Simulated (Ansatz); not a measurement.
# Strength of the O–H bond: BH(CH3)(OH) → BH(CH3)O + H

Species: BH(CH3)(OH), singlet; BH(CH3)O, doublet; H atom, doublet. 

Shapes, held fixed at every level: PBE0-D4/def2-TZVP. Flexible molecules stand in one conformer, not always the lowest. Programs: Ansatz 0.2.0. The zero-point and thermal change to 298 K, harmonic and unscaled (PBE0-D4/def2-TZVP), is -31.2 kJ/mol.

```
                level                    kind  ΔH(298 K) (kJ/mol)  less CCSD(T)/CBS estimate  CPU time (sum over the molecules)
     SPW92/def2-TZVPP                     LDA              +444.7                       +5.6                              3.8 s
    PBE-D4/def2-TZVPP                     GGA              +392.3                      -46.8                              7.8 s
r2SCAN0-D4/def2-TZVPP           global hybrid              +407.0                      -32.1                               13 s
   wB97X-V/def2-TZVPP  range-separated hybrid              +420.4                      -18.7                               23 s
     CCSD(T)/def2-SVP   coupled cluster or CI              +406.7                      -32.4                               12 s
   CCSD(T)/def2-TZVPP   coupled cluster or CI              +427.3                      -11.8                            2.7 min
      CCSD/def2-TZVPP   coupled cluster or CI              +425.8                      -13.3                                  –
 CCSD(T)/CBS estimate   coupled cluster or CI              +439.1                        0.0                            3.5 min
```

The highest level, CCSD(T)/CBS estimate, gives ΔH(298 K) = +439.1 kJ/mol; the levels span +392.3 to +444.7. The column of differences is taken from that level and isn't an error. No measured value is set beside it here. Open shells run unrestricted unless RO is named. The CBS estimate extrapolates MP2 from def2-TZVPP and def2-QZVPP and adds CCSD(T) − MP2 in the triple-zeta set, cores frozen. Times are processor times on shared x86 and Arm servers, and rough.

Homolysis of this O–H bond is strongly endothermic, as expected for a polar bond between hydrogen and electronegative oxygen. Boron's formally empty p orbital accepts π density from oxygen in the acid. The radical can probably keep much of this donation by placing its hole mainly in the in-plane oxygen p orbital, but it then gains little of the resonance stabilisation that weakens the O–H bond in phenols.

Within coupled cluster, the reaction enthalpy rises from +406.7 to +427.3 and then +439.1 kJ/mol as the basis improves. Breaking the bond removes an electron pair whose short-range correlation small sets recover poorly, so the intact acid gains most from a larger basis. Triples matter far less: CCSD already gives +425.8 in the triple-zeta set. The closeness of LDA to the highest level probably reflects cancelling errors, since LDA commonly overbinds, while PBE's low value may come from excessive delocalisation of the radical's hole. Without a matching alcohol, the results can't show whether boron strengthens or weakens the O–H bond.
